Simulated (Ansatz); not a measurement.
# Computed against measured: atomisation enthalpy at 298 K

6 molecules holding Si, Ge, B, Al, Ga, P or As; the atomisation enthalpy at 298 K in kJ/mol, computed less measured. Shapes, held fixed at every level: PBE0-D4/def2-TZVP. Thermal terms are harmonic and unscaled (PBE0-D4/def2-TZVP); the spin-orbit lowering of the free atoms is taken from their spectra. Programs: Ansatz 0.2.0. Measured values: CRC Handbook of Chemistry and Physics, NIST-JANAF tables.

Levels: A = B3LYP-D4/def2-TZVPP; B = B2PLYP/def2-TZVPP; C = MP2/def2-TZVPP.

```json
{"molecule": "BOF (SMILES O=BF)", "from tabulated heats": "1501", "A": "-27", "B": "-24", "C": "+29"}
{"molecule": "BI3 (boron triiodide)", "from tabulated heats": "819", "A": "+19", "B": "+17", "C": "+100"}
{"molecule": "SiCl4 (silicon tetrachloride)", "from tabulated heats": "1598", "A": "-51", "B": "-57", "C": "+25"}
{"molecule": "SiF4 (silicon tetrafluoride)", "from tabulated heats": "2382", "A": "-69", "B": "-51", "C": "+55"}
{"molecule": "SiH3(SiH3) (disilane)", "from tabulated heats": "2128", "A": "+21", "B": "-14", "C": "-75"}
{"molecule": "Si(CH3)3Cl (chlorotrimethylsilane)", "from tabulated heats": "5037", "A": "-14", "B": "-68", "C": "-80"}
```

Problem. Sum up the errors.

Solution. 
| level | kind | mean error | mean absolute error | worst case |
| --- | --- | --- | --- | --- |
| B3LYP-D4/def2-TZVPP | global hybrid | -20.2 | 33.5 | SiF4 |
| B2PLYP/def2-TZVPP | double hybrid | -32.8 | 38.5 | Si(CH3)3Cl |
| MP2/def2-TZVPP | perturbation theory | +9.0 | 60.7 | BI3 |

On this set B3LYP-D4/def2-TZVPP has the smallest mean absolute error and MP2/def2-TZVPP the largest. B3LYP-D4/def2-TZVPP is too low in 4 of 6; B2PLYP/def2-TZVPP is too low in 5 of 6; MP2/def2-TZVPP is too high in 4 of 6. The heats of Si(CH3)3Cl come from older tables and can be uncertain by 10 kJ/mol or more. The molecules' own spin-orbit binding is left out, so errors for heavy halides read too negative. Heats of the atoms come from ATcT where it has them, that of boron, 570 kJ/mol, from recent work. With so many references in doubt the order of the levels isn't settled. The tabulated values of BOF, BI3, SiH3(SiH3) are in doubt (older tables, estimates, or at odds with other calculations) and kept here. Over the 3 molecules whose values aren't doubted the mean absolute errors are A 44.7; B 58.7; C 53.3. Correlated wave functions converge slowly with the basis. For atoms past krypton def2 sets carry core potentials with scalar relativity. Outer-core shells of I are correlated, in sets that cover them unevenly. The set is small.

The small mean error of MP2, +9.0 kJ/mol, comes from cancellation rather than accuracy: it overbinds SiF4 and SiCl4 but underbinds Si(CH3)3Cl by much more than the uncertainty of its heat. The likely reason is the changing balance of electron correlation between molecule and free atoms. Second-order theory tends to exaggerate the correlation gained where many lone pairs surround polar bonds, and to recover too little of it in C–H and other single-bond pairs, where an incomplete basis adds to the deficit. The remaining rows have signs that fit this picture but can't establish it.

B3LYP-D4 instead underbinds both silicon tetrahalides, probably through the functional's description of strongly polar Si–X bonds together with too few tight d functions on silicon. B2PLYP doesn't simply interpolate between the other two levels: for SiCl4 it lies below both. Its large deficit for Si(CH3)3Cl may reflect the missing dispersion term as well as its perturbative part. An error found for the halides therefore shouldn't be carried over to methylsilanes as a uniform correction.
